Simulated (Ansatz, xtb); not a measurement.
Relative energy of two isomers of C2H10NPSi2

Structure a: `N[Si@@H]1CC[SiH2]P1`, a singlet. Structure b: `P[Si@@H]1CC[SiH2]N1`, a singlet. Both are isolated molecules in the gas phase, relaxed with PBE0-D3(BJ)/def2-SVP, each in the lowest conformer that the search found.

Quicker runs give these differences E(b) − E(a): GFN2-xTB −15.5 kcal/mol; HF/STO-3G −6.0 kcal/mol (at GFN2-xTB geometries); r2SCAN-D4/def2-SVP −3.5 kcal/mol (at GFN2-xTB geometries).

Task: Estimate E(b) − E(a) at the level CCSD(T)/def2-SVP + ΔMP2/def2-TZVPP.

Result: Calculated at CCSD(T)/def2-SVP + ΔMP2/def2-TZVPP: E(b) − E(a) = −6.6 kcal/mol, so structure b lies lower.

How the difference moves with the method:

| level | geometry | E(b) − E(a) (kcal/mol) | departure from the last row (kcal/mol) | job, with rough time for the two |
| --- | --- | --- | --- | --- |
| GFN2-xTB | GFN2-xTB | −15.5 | −9.0 | optimisation, 0.46 s |
| HF/STO-3G | GFN2-xTB | −6.0 | +0.6 | single point, 0.56 s |
| r2SCAN-D4/def2-SVP | GFN2-xTB | −3.5 | +3.1 | single point, 4 s |
| PBE0-D3(BJ)/def2-SVP | PBE0-D3(BJ)/def2-SVP | −3.3 | +3.3 | optimisation, 57 s |
| HF/def2-SVP | PBE0-D3(BJ)/def2-SVP | −9.7 | −3.2 | part of the CCSD(T) run |
| MP2/def2-SVP | PBE0-D3(BJ)/def2-SVP | −6.6 | 0.0 | part of the CCSD(T) run |
| CCSD(T)/def2-SVP | PBE0-D3(BJ)/def2-SVP | −7.0 | −0.5 | single point |
| CCSD(T)/def2-SVP + ΔMP2/def2-TZVPP | PBE0-D3(BJ)/def2-SVP | −6.6 |  | single point, 60 s |

As drawn, b has 1 N–Si, 1 P–H in place of 1 P–Si, 1 N–H.

None of the levels shown reverses the order. The largest departure from CCSD(T)/def2-SVP + ΔMP2/def2-TZVPP is that of GFN2-xTB, 9.0 kcal/mol. The last row adds to CCSD(T) the change of the MP2 difference between the two basis sets, here +0.5 kcal/mol.

With thermal terms from frequencies at re-optimised GFN2-xTB minima (ideal gas, soft modes damped towards free rotors, one conformer each, 298.15 K, 1 atm): on the last row, ΔE + ΔZPE = −7.7, ΔH = −7.8, ΔG = −8.1 kcal/mol.

The correlated steps freeze 18 core orbitals. Run with Ansatz 0.2.0, xtb 6.7.1; the last row on 4 threads of Intel(R) Xeon(R) Platinum 8488C (Sapphire Rapids) on a shared host.

Isomer b, with nitrogen in the ring and phosphorus as a terminal PH₂ group, is favoured by 6.6 kcal/mol. The exchange replaces a P–Si bond with a much stronger, more polar N–Si bond, but it also gives up a strong N–H bond for a weaker P–H bond, so the net preference is modest. Ring strain probably offsets part of the gain, since nitrogen between two silicon atoms prefers a wide angle that a five-membered ring compresses, whereas phosphorus readily accepts a narrow one.

Zero-point energy reinforces the order, as expected when a stiff N–H stretch gives way to a softer P–H stretch. The sign is thus well supported, but its size is less so at the cheaper levels: both density functionals recover only about half the preference, and the close agreement of HF/STO-3G is probably a cancellation of basis-set and correlation errors. The energies establish a thermodynamic preference between these two isomers, not a facile route from one to the other.
